**A hand rule for the filling of a hard-wall spherical dot**

The table holds chemical potentials, addition energies, spins, rms radii and highest eigenvalues for 1 to 26 electrons in a hard-wall sphere of radius 2.43 bohr* without central charge, from spin-polarised spherical Kohn-Sham calculations with PBEsol and m-averaged shells. The program tests the rule addition energy = U + shell gap (closed shells) + J·M (half-filled shells), with box levels from Bessel zeros, U = 6/(5R) and J from uniform-density exchange, and sums it to get the chemical potential. Without fitted constants the rule gives the chemical potential to 0.8 % on average (worst 1.9 %) and the addition energy to 2.8 % (worst 11.7 %, at N = 18). Fitting U = 0.504 hartree* and a gap factor of 0.87 improves the addition energies to 1.7 % and worsens the chemical potential to 1.5 %, while a metal sphere with U = 1/R misses by 10 % and 16 %. The output also shows the eigenvalue lying about U/2 above the chemical potential, and for N = 19 the reversal of 2s and 1f and the energy parts whose errors offset in the rule.

Hard-walled spherical dot of radius 2.43 bohr* with no central charge, in spin-polarised non-relativistic Kohn-Sham theory with PBEsol (radks radial solver, Libxc 2). Shells are m-averaged and filled greedily; levels are named by radial order. Chemical potential is E(N)-E(N-1), addition energy E(N+1)+E(N-1)-2E(N); stars mark effective atomic units.

## Program and output

```python
# Table: spin-polarised Kohn-Sham (PBEsol, radks radial solver) spherical hard-wall dot, R = 2.43 bohr*, no central
# charge: chemical potential mu, addition energy, highest eigenvalue (hartree*). Tested: hand rule
# addition = U + s*gap (closed shell) + J*M (half-filled shell), mu = eps(1s) + running sum of additions.
T = {
    'electrons': [1, 2, 3, 4, 5, 6, 7, 8, 9, 10, 11, 12, 13, 14, 15, 16, 17, 18, 19, 20, 21, 22, 23, 24, 25, 26],
    'chemical_potential': [0.8482, 1.523, 2.831, 3.351, 3.886, 4.582, 5.089, 5.611, 7.075, 7.579, 8.087, 8.596, 9.107, 9.763, 10.26, 10.76, 11.26, 11.76, 13.39, 13.88, 14.38, 14.87, 15.36, 15.86, 16.35, 16.98],  # hartree*
    'unpaired_electrons': [1, 0, 1, 2, 3, 2, 1, 0, 1, 2, 3, 4, 5, 4, 3, 2, 1, 0, 1, 2, 3, 4, 5, 6, 7, 6],
    'rms_radius': [1.299, 1.34, 1.421, 1.465, 1.495, 1.519, 1.538, 1.555, 1.577, 1.596, 1.611, 1.625, 1.637, 1.648, 1.658, 1.668, 1.676, 1.684, 1.693, 1.702, 1.71, 1.718, 1.725, 1.731, 1.737, 1.743],  # bohr*
    'highest_eigenvalue': [1.106, 1.782, 3.087, 3.618, 4.156, 4.832, 5.349, 5.873, 7.326, 7.832, 8.341, 8.851, 9.362, 10.01, 10.51, 11.01, 11.51, 12.02, 13.64, 14.13, 14.62, 15.12, 15.61, 16.1, 16.6, 17.22],  # hartree*
    'highest_level': ['1s up', '1s down', '1p up', '1p up', '1p up', '1p down', '1p down', '1p up', '1d up', '1d up', '1d up', '1d up', '1d up', '1d down', '1d down', '1d down', '1d down', '1d up', '1f up', '1f up', '1f up', '1f up', '1f up', '1f up', '1f up', '1f down'],
    'addition_energy': [None, 1.308, 0.52, 0.535, 0.6951, 0.5075, 0.5215, 1.464, 0.5044, 0.5077, 0.5095, 0.5105, 0.6565, 0.4965, 0.4999, 0.5019, 0.5031, 1.626, 0.4917, 0.4927, 0.4933, 0.4937, 0.494, 0.4941, 0.6308, None],  # hartree*
}
import numpy as np
from scipy.special import spherical_jn
from scipy.optimize import brentq
R = 2.43  # setting from the caption
N = np.array([int(x) for x in T['electrons']]); M = np.array([int(x) for x in T['unpaired_electrons']])
mu = np.array(T['chemical_potential'], float); ev = np.array(T['highest_eigenvalue'], float)
l = np.array(['spdf'.index(str(x)[1]) for x in T['highest_level']])
add = np.array([float(a) for a in T['addition_energy'][1:-1]]); add = np.r_[mu[1] - mu[0], add]  # N=1..25
x0 = np.array([brentq(lambda x: spherical_jn(k, x), k + 2, k + 5) for k in range(4)])
eps = x0**2 / (2 * R**2); e2s = (2 * np.pi)**2 / (2 * R**2)
cx = 0.75 * (9 * np.pi / 4)**(1 / 3) / np.pi; cJ = 8 / 9 * cx
n = N[:-1]; gap = eps[l[1:]] - eps[l[:-1]]; closed = gap > 0
half = M[:-1] == 2 * l[:-1] + 1; plat = ~closed & ~half
JM = np.where(half, cJ / R * n**(-2 / 3) * M[:-1], 0.0)
U0 = 1.2 / R; Uf = add[plat].mean(); s = ((add - Uf)[closed] @ gap[closed]) / (gap[closed] @ gap[closed])
def rule(U, sc):
    a = U + sc * gap + JM
    return a, eps[0] + np.r_[0, np.cumsum(a)]
k = N - 2 * l**2  # electrons in the open shell for the order s, p, d, f
assert np.all(M == np.minimum(k, 2 * (2 * l + 1) - k))
assert sorted(n[np.argsort(add)[-3:]]) == [2, 8, 18] and s < 1
assert np.all(abs(add[plat] / U0 - 1) < 0.1)
assert np.all((ev - mu > 0.2) & (ev - mu < 0.3))
f = lambda v, d=3: ' '.join(f'{z:.{d}f}' for z in v)
print(f'energies in hartree*; zeros s p d f {f(x0)}; bare 1s 1p 1d 1f {f(eps)}; 2s {e2s:.3f}')
print(f'1/R {1/R:.4f}; 6/(5R) {U0:.4f}; exchange {cx:.3f}; J = {cJ:.3f}/R N^-2/3 = {cJ/R:.4f} N^-2/3')
print('rounding: mu 0.0005 (below 10), 0.005 (above); addition 0.00005 (below 1), 0.0005 (above)')
pm = {q: add[plat & (l[:-1] == q)].mean() for q in (1, 2, 3)}
print(f'plateau means p d f {f(pm.values(),4)}; range {add[plat].min():.4f}-{add[plat].max():.4f}')
print(f'rule A: U=6/(5R), s=1; rule B fitted: U={Uf:.4f} (={Uf*R:.3f}/R), s={s:.3f}')
aA, mA = rule(U0, 1); aB, mB = rule(Uf, s)
print('N | mu table, A, err A %, err B % | addition table, A, err A %, err B % (N=1: mu2-mu1)')
for i in range(len(N)):
    t = f'{N[i]:2d} | {mu[i]:.3f} {mA[i]:.3f} {100*(mA[i]/mu[i]-1):+.1f} {100*(mB[i]/mu[i]-1):+.1f} | '
    print(t + (f'{add[i]:.3f} {aA[i]:.3f} {100*(aA[i]/add[i]-1):+.1f} {100*(aB[i]/add[i]-1):+.1f}' if i < len(n) else 'none'))
for name, U, sc in (('A', U0, 1), ('B', Uf, s), ('metal sphere U=1/R', 1 / R, 1)):
    a, m = rule(U, sc); em = 100 * abs(m / mu - 1); ea = 100 * abs(a / add - 1)
    print(f'{name}: mu mean {em.mean():.1f}% worst {em.max():.1f}% (N={N[em.argmax()]}), max abs {abs(m-mu).max():.2f};'
          f' addition mean {ea.mean():.1f}% worst {ea.max():.1f}% (N={n[ea.argmax()]})')
print(f'closures N=2 8 18: bare gap {f(gap[closed])}; (peak-U fitted)/gap {f((add-Uf)[closed]/gap[closed])}')
exc = [add[i] - pm.get(l[i], Uf) for i in np.where(half)[0]]
print(f'half-filled N=1 5 13 25: excess over plateau {f(exc)}; J*M {f(JM[half])}')
for w in (13, 19):
    i = w - 1
    print(f'worked N={w}: mu = level {eps[l[i]]:.3f} + {w-1}U {i*U0:.3f} + spin {JM[:i].sum():.3f} = {mA[i]:.3f};'
          f' addition = {U0:.3f} + {JM[i]:.3f} = {aA[i]:.3f}; eigenvalue mu+U/2 {mA[i]+U0/2:.2f} vs {ev[i]:.2f}')
d = ev - mu
print(f'eigenvalue - mu: mean {d.mean():.3f}, range {d.min():.3f}-{d.max():.3f}; U/2 {U0/2:.3f}; N=1 mu - exact {mu[0]-eps[0]:.4f}')
# further outputs of the N=19 run (same calculation): up levels 1s 1p 1d 1f 2s, 1d down level, energy parts
ks = np.array([11.1285, 11.6636, 12.514, 13.6366, 13.8252]); d_dn = 12.5371
Ekin, EH, Exc = 47.915, 99.5507, -12.1013
print(f'N=19 level minus bare, 1s 1p 1d 1f 2s: {f(ks-np.r_[eps,e2s],2)}; up gaps {f(np.diff(ks[:4]))}; 1d down-1f up {ks[3]-d_dn:.3f}')
print(f'2s - 1f: bare {e2s-eps[3]:+.3f}, N=19 {ks[4]-ks[3]:+.3f}; N=18 addition if 2s came next (rule A) {U0+e2s-eps[2]:.3f}')
Re = np.sqrt(5 / 3) * float(T['rms_radius'][18])
print(f'N=19: Hartree {EH:.1f} vs ball R {0.6*19**2/R:.1f}, ball {Re:.2f} bohr* from rms {0.6*19**2/Re:.1f};'
      f' kinetic {Ekin:.1f} vs bare {eps[l[:19]].sum():.1f}; xc {Exc:.1f} vs uniform exchange {-cx*19**(4/3)/R:.1f}')
```

It prints:

```
energies in hartree*; zeros s p d f 3.142 4.493 5.763 6.988; bare 1s 1p 1d 1f 0.836 1.710 2.813 4.135; 2s 3.343
1/R 0.4115; 6/(5R) 0.4938; exchange 0.458; J = 0.407/R N^-2/3 = 0.1676 N^-2/3
rounding: mu 0.0005 (below 10), 0.005 (above); addition 0.00005 (below 1), 0.0005 (above)
plateau means p d f 0.5210 0.5042 0.4932; range 0.4917-0.5350
rule A: U=6/(5R), s=1; rule B fitted: U=0.5043 (=1.225/R), s=0.870
N | mu table, A, err A %, err B % | addition table, A, err A %, err B % (N=1: mu2-mu1)
 1 | 0.848 0.836 -1.5 -1.5 | 0.675 0.661 -2.0 -0.4
 2 | 1.523 1.497 -1.7 -1.0 | 1.308 1.368 +4.6 -3.3
 3 | 2.831 2.865 +1.2 -2.1 | 0.520 0.494 -5.0 -3.0
 4 | 3.351 3.359 +0.2 -2.2 | 0.535 0.494 -7.7 -5.7
 5 | 3.886 3.853 -0.9 -2.7 | 0.695 0.666 -4.2 -2.7
 6 | 4.582 4.518 -1.4 -2.7 | 0.507 0.494 -2.7 -0.6
 7 | 5.089 5.012 -1.5 -2.5 | 0.521 0.494 -5.3 -3.3
 8 | 5.611 5.506 -1.9 -2.6 | 1.464 1.597 +9.1 +0.0
 9 | 7.075 7.103 +0.4 -2.1 | 0.504 0.494 -2.1 -0.0
10 | 7.579 7.597 +0.2 -1.9 | 0.508 0.494 -2.7 -0.7
11 | 8.087 8.091 +0.0 -1.8 | 0.509 0.494 -3.1 -1.0
12 | 8.596 8.584 -0.1 -1.8 | 0.510 0.494 -3.3 -1.2
13 | 9.107 9.078 -0.3 -1.8 | 0.656 0.645 -1.7 -0.1
14 | 9.763 9.724 -0.4 -1.6 | 0.496 0.494 -0.5 +1.6
15 | 10.260 10.217 -0.4 -1.5 | 0.500 0.494 -1.2 +0.9
16 | 10.760 10.711 -0.5 -1.4 | 0.502 0.494 -1.6 +0.5
17 | 11.260 11.205 -0.5 -1.3 | 0.503 0.494 -1.8 +0.2
18 | 11.760 11.699 -0.5 -1.2 | 1.626 1.816 +11.7 +1.8
19 | 13.390 13.515 +0.9 -0.9 | 0.492 0.494 +0.4 +2.6
20 | 13.880 14.009 +0.9 -0.7 | 0.493 0.494 +0.2 +2.3
21 | 14.380 14.502 +0.9 -0.7 | 0.493 0.494 +0.1 +2.2
22 | 14.870 14.996 +0.8 -0.6 | 0.494 0.494 +0.0 +2.1
23 | 15.360 15.490 +0.8 -0.4 | 0.494 0.494 -0.0 +2.1
24 | 15.860 15.984 +0.8 -0.4 | 0.494 0.494 -0.1 +2.1
25 | 16.350 16.478 +0.8 -0.3 | 0.631 0.631 +0.0 +1.7
26 | 16.980 17.109 +0.8 -0.2 | none
A: mu mean 0.8% worst 1.9% (N=8), max abs 0.13; addition mean 2.8% worst 11.7% (N=18)
B: mu mean 1.5% worst 2.7% (N=6), max abs 0.16; addition mean 1.7% worst 5.7% (N=4)
metal sphere U=1/R: mu mean 10.0% worst 12.4% (N=18), max abs 1.93; addition mean 16.0% worst 23.1% (N=4)
closures N=2 8 18: bare gap 0.874 1.103 1.322; (peak-U fitted)/gap 0.920 0.870 0.848
half-filled N=1 5 13 25: excess over plateau 0.171 0.174 0.152 0.138; J*M 0.168 0.172 0.152 0.137
worked N=13: mu = level 2.813 + 12U 5.926 + spin 0.340 = 9.078; addition = 0.494 + 0.152 = 0.645; eigenvalue mu+U/2 9.33 vs 9.36
worked N=19: mu = level 4.135 + 18U 8.889 + spin 0.491 = 13.515; addition = 0.494 + 0.000 = 0.494; eigenvalue mu+U/2 13.76 vs 13.64
eigenvalue - mu: mean 0.253, range 0.240-0.270; U/2 0.247; N=1 mu - exact 0.0125
N=19 level minus bare, 1s 1p 1d 1f 2s: 10.29 9.95 9.70 9.50 10.48; up gaps 0.535 0.850 1.123; 1d down-1f up 1.099
2s - 1f: bare -0.792, N=19 +0.189; N=18 addition if 2s came next (rule A) 1.024
N=19: Hartree 99.6 vs ball R 89.1, ball 2.19 bohr* from rms 99.1; kinetic 47.9 vs bare 44.2; xc -12.1 vs uniform exchange -9.6
```
